A plate of solid magnesium at T_s = 700 K faces a substrate at T_w = 300 K across a gap L = 2 mm, narrow against the width of both, so that everything depends on one coordinate x. Magnesium vapour is a working material in chip making, for instance as the acceptor source in molecular-beam growth of GaN. My question this afternoon is this: once the atoms begin to collide in the gap, does the flux arriving at the substrate fall or rise, and how much of the answer hangs on the heat-flux term of the Shakhov model? I will turn five knobs and each time guess first.

1. The model

Conventions. f is normalised to the number density n, ξ is the atomic velocity, u the mean velocity, c = ξ − u, R = k/m the specific gas constant, θ = RT, p = nkT, and the heat flux is q = (m/2)∫ c c² f dξ. The collision term is ν(f_S − f) with ν independent of velocity.

The BGK model (1954) takes the local Maxwellian f_M as target. Every non-equilibrium moment then decays at the one rate ν, and Pr = 1. The Boltzmann equation for Maxwell molecules relaxes the stress at p/μ and the heat flux at (2/3)p/μ. Shakhov (1968) repaired this by giving the target a heat flux of its own. Try

f_S = f_M [1 + A·c (c²/θ − β)].

The added term is odd in c, so it carries no mass, no energy and no stress. The Maxwellian moments are ⟨c²⟩ = 3θ, ⟨c⁴⟩ = 15θ², ⟨c⁶⟩ = 105θ³. The added momentum is proportional to ⟨c⁴⟩/θ − β⟨c²⟩ = (15 − 3β)θ, so β = 5. The heat flux of the target is (mn/6) A (105 − 75)θ² = 5pθ A. In a uniform gas dq/dt = ν(5pθA − q), while the traceless stress decays at ν. Choose ν = p/μ, demand dq/dt = −Pr ν q, and A = (1 − Pr) q/(5pθ):

f_S = f_M [1 + (1 − Pr)(q·c)(c²/(RT) − 5)/(5pRT)].

Near equilibrium the steady heat-flux balance reads (5/2)pR dT/dx = −Pr ν q, so κ = 5Rμ/(2Pr). Magnesium has a closed-shell ¹S ground state and no low-lying levels, and I take Pr = 2/3 throughout.

Question. You matched one vector out of the third moments. What of the rest?

They decay at ν, like all higher moments, and nothing ties that to the Boltzmann rates. We shall see the price in numbers.

2. The gap to first order in the collisions

The source emits a half-Maxwellian at T_s and its saturation pressure p_s, with evaporation coefficient one, and absorbs whatever returns. The substrate keeps a fraction s of the arrivals and re-emits r = 1 − s diffusely at T_w. The emitted density is n₀ = p_s/(2kT_s) and the flux J₀ = n₀ w √θ_s with w = √(2/π).

Integrate ξ_x ∂f/∂x = ν(f_S − f) over ξ_x > 0. With b and B the fractions of f and of f_S that have ξ_x < 0, the forward flux obeys dJ/dx = −νn(B − b). To first order we evaluate the right side on the collisionless f, which is uniform in x, so J(L) = J₀ − νnL(B − b). The deposited flux is s times this.

For B put X = c_x/√θ, U = u/√θ, q̂ = q/(p√θ), a = (1 − Pr)q̂/5 = q̂/15. The transverse part of c²/θ averages to 2, so the marginal of the target is φ(X)[1 + a(X³ − 3X)], with φ the unit Gaussian. Since (X³ − 3X)φ is the derivative of (1 − X²)φ, integrating up to X = −U gives

B = B_M + ΔB, B_M = ½ erfc(U/√2), ΔB = a(1 − U²)φ(U).

For μ I take hard spheres of diameter d in the first Chapman–Enskog approximation, μ = (5/16)√(πmkT)/σ with σ = πd²; higher approximations add about 1.6 per cent. Then ν = (16/(5√π)) nσ√θ, and with N = n/n₀, Θ = T/T_s,

ΔJ/J₀ = −Kγ/w, K = n₀σL, γ = (16/(5√π)) N² √Θ (B − b).

The two streams give the moments. With τ = T_w/T_s the return stream has density n₀r/√τ, because it carries flux rJ₀ at lower speed. In units n₀ = θ_s = m = 1:

N = 1 + r/√τ, b = 1 − 1/N, u = w(1 − r)/N, Θ = (1 + r√τ)/N − u²/3,
2q = 4w(1 − rτ) − 5u(1 + r√τ) + 2Nu³, q̂ = q/(NΘ^(3/2)).

Question. Can you test the model against the Boltzmann equation here?

Yes, at this order exactly, for hard spheres, which scatter isotropically in the centre-of-mass frame. Take a pair with relative speed g and S = ξ_x + ξ₁x. A product goes backward with probability (1 − S/g)/2 if |S| < g. For two forward atoms the backward gain is σ(g − S)/2 where positive. The transverse part of g² is exponentially distributed with mean 4, so with D = ξ_x − ξ₁x the average of (g − S) where positive is √π exp(D²/4) erfc(S/2), and averaging over both half-Gaussians gives (4/√π)(1 − 1/√2). Two backward atoms give the mirror term, scaled by density squared times speed. For an opposed pair g ≥ |S| always, and the net transfer is simply −σS/2, counted twice. The sum is

γ_HS = (2/√π)(1 − 1/√2)(1 − r²/√τ) − w r (1/√τ − 1).

3. The base case: everything sticks

Guess first. With s = 1 nothing moves backward, b = 0, so collisions can only lower the flux. For the Shakhov term most people guess that q points at the substrate, the target leans that way, and fewer atoms return. That guess forgets β = 5. The term adds a fast forward tail and must pay back its momentum, so it is negative for 0 < X < √3 and positive for −√3 < X < 0: the slow bulk shifts backward. Counting atoms below X = −U, the bulk wins while U < 1.

Now the numbers. The half-Maxwellian has Θ = 1 − 2/(3π) = 0.788, U = 0.899 and q = (w/2)(4/π − 1), so q̂ = 0.156. Then B_M = 0.184 and ΔB = +0.00053, only 0.29 per cent of B_M, small because a is small and U lies close to the node at U = 1. The coefficients are γ = 0.295 for BGK, 0.296 for Shakhov and 0.330 for the exact hard-sphere result, so the model is 10 per cent low and the third moment hardly matters.

For size I take p_s ≈ 1 Pa, an approximate saturation pressure at 700 K, and an assumed d = 3.5 Å. Then n₀ = 5.2×10¹³ cm⁻³, J₀ = 2.0×10¹⁸ cm⁻² s⁻¹, K = 0.040, and the model's loss of flux is 1.5 per cent against 1.6 per cent for hard spheres.

Question. What have you dropped at second order?

Mainly second collisions of slow atoms. With ε = νL/√θ = 0.072, an atom scattered at depth x survives with probability exp(−νx/|ξ_x|). The target is finite at ξ_x = 0, so this removes a fraction near ε ln(1/ε) φ(U)/(2B_M) = 0.14 of the return flux, part of which the next collision restores. That term is far larger than the 0.29 per cent, which therefore means something only as a difference between two models treated alike. The γ values are limits for K → 0; the percentages at 2 mm are good to about one part in seven.

Question. Surely a heat-flux term shows up better in the energy?

It shows up more, and in the wrong direction. Weight the same integral with mξ²/2, using 2 and 8 for the transverse second and fourth moments. Per collision the energy sent backward is kT{½[(3 + U²)B_M − Uφ(U)] − a(2 + U²)φ(U)}. The Shakhov term is now negative, because the fast backward tail is what it depletes, and it amounts to −3.4 per cent. In units of σn₀²√θ_s kT_s per unit volume and time the returned power is 0.292 for BGK and 0.282 for Shakhov. For hard spheres, averaging over the backward cap of directions replaces (g − S)/2 by [(g − S) + g(g − S)²/4]/4, which averages to (7 − 4√2)/(2√π) = 0.379. BGK is 23 per cent low and Shakhov 26. The leading departure from equilibrium here is anisotropy, P_xx/p = 0.461, together with the step at ξ_x = 0, and a half-range flux samples all moments. Matching the third promises nothing for it.

4. Turning the knobs

First, raise the source by 30 K. Reasoning: at s = 1 the shape of f scales with √θ_s, so U, q̂, B and γ stay put and only K ∝ p_s/T_s moves. For the sublimation enthalpy I use the cohesive energy, 1.51 eV/atom (compiled value for 0 K, Kittel 2005); the heat capacities shift it by something like kT_s/2 = 0.03 eV, or 2 per cent. With kT_s = 0.0603 eV, d ln p_s/d ln T = 25.0, so K has slope 24, and a rise of 4.3 per cent should multiply the loss by about e. Calculation: p_s rises by 2.8, J₀ by 2.7 and K by 2.7, and the model's loss goes from 1.5 to 4.0 per cent. Now ε = 0.19 and the second-collision estimate is 0.23, so the expansion is near its end. The Shakhov share remains 0.29 per cent of the loss.

Second, change the substrate temperature at s = 1. Reasoning: a wall that emits nothing cannot inform the gas of its temperature. Calculation: at r = 0, τ drops out of every formula, and the response is zero. Even at 450 K the film's own saturation pressure is only 9×10⁻⁷ of p_s by the same exponential.

Third, change the atom to copper, a wiring metal, at the same p_s. Reasoning: a heavier atom is slower both in crossing and in colliding, so the mass cancels; K = p_sσL/(2kT_s) holds none. What changes is the temperature needed, approximately 1500 K for 1 Pa, which thins the vapour. With d held at 3.5 Å by assumption, K falls by 700/1500 and the model's loss is 0.69 per cent. The ²S ground state of copper keeps Pr = 2/3 reasonable; aluminium, with two thermally populated fine-structure levels, would carry some heat internally.

Fourth, let half the atoms bounce, s = 0.5; poor sticking of magnesium on some surfaces is familiar practice. Reasoning: the returning atoms are cold, hence slow and dense, and fast forward atoms turn many of them round. So γ should drop and may change sign. Direction now goes with temperature, so q̂ grows, and U falls away from the node. Both raise ΔB, which pulls γ upward, against the trend.

Fifth, at s = 0.5 warm the substrate to 450 K. Reasoning: the streams become more alike, b and q̂ fall, the turning-round weakens and γ should climb. The calculation for both, with the limit s = 0 added (there γ refers to the arriving flux):

s, T_w (K): U, q̂, b, B_M, ΔB; γ for BGK, Shakhov, hard spheres
0.5, 300: 0.264, 0.471, 0.433, 0.396, 0.011; −0.178, −0.124, −0.006
0.5, 450: 0.268, 0.196, 0.384, 0.394, 0.005; +0.045, +0.066, +0.129
0, 300: 0, 0.681, 0.604, 0.5, 0.018; −0.974, −0.805, −0.595

The guesses hold. At s = 0.5 and 300 K, ΔB is 21 times its base value, and since B − b is a small difference the third moment removes 30 per cent of the BGK response. The model says collisions raise the deposit by 0.6 per cent at K = 0.040; hard spheres say 0.03 per cent, and as ε has grown to 0.13 the second-order terms exceed so small a number, so at 2 mm its sign is open. Warming the substrate by 150 K reverses the first-order sign in all three descriptions. At 300 K, γ vanishes at s = 0.65 for BGK, 0.62 for Shakhov and 0.51 for hard spheres.

Question. So is Shakhov better than BGK or not?

For the particle flux in these cases it always moves toward the exact coefficient, closing 2 per cent of the BGK error at s = 1, 31 per cent at s = 0.5 and 45 per cent at s = 0, both at 300 K. It gains where the heat flux is the main disturbance. For the returned energy at s = 1 it moved away. For 0.51 < s < 0.62 it gives the wrong sign.

5. The negative tail

The bracket is a cubic in c, so for Pr < 1 it turns negative at large c antiparallel to q. Let Y = |c|/√θ and h = aY(Y² − 5). At an angle with cosine −μ' to q the bracket is 1 − hμ', so trouble starts on the axis at h = 1. Reasoning: since h grows roughly as Y³, tripling or quadrupling q̂ lowers the threshold only modestly, but the Gaussian converts that into orders of magnitude. The angular average of the negative part is (h − 1)²/(4h), so the negative mass fraction is

W = √(2/π) ∫ Y² exp(−Y²/2) (h − 1)²/(4h) dY over h > 1.

The threshold is Y = 4.9 at s = 1, 3.7 at s = 0.5 and 3.4 at s = 0, for T_w = 300 K, while W goes from 2×10⁻⁷ at s = 1 to 5×10⁻⁴ at s = 0.

Question. Does that spoil your fluxes?

No: W bounds the negative contribution to B, and at s = 0 it is 3 per cent of ΔB. It matters for the method. A particle scheme cannot sample a negative density, and clipping it upsets the invariants at order W unless they are restored. The usual proof of the H theorem needs the logarithm of the target and is not available. The negative atoms fly toward the source, opposite to q, so at this order the fast arrivals at the film are safe.

Question. Can the slow core go negative as well?

For c parallel to q and Y² < 5 the term is negative, with its minimum at Y² = 5/3. The bracket reaches zero there only for q̂ > 3.5, five times the largest value we met.

Question. How far do you trust the 1.5 per cent for real magnesium?

It is the model's number, linear in p_s, σ and L. The weak input is σ. As typical knowledge, the Mg₂ well is about 0.05 eV deep, comparable with kT_s, and attraction of that strength enlarges the viscosity cross-section to roughly one and a half times that of a 3.5 Å sphere. The real loss is probably higher by about that factor, and the exact γ_HS belongs to isotropic scattering, which such atoms follow only roughly. The quantities U, q̂, B, W and the sticking values at which the two models change sign contain neither σ nor p_s nor the mass, and depend only on s, T_w/T_s and Pr.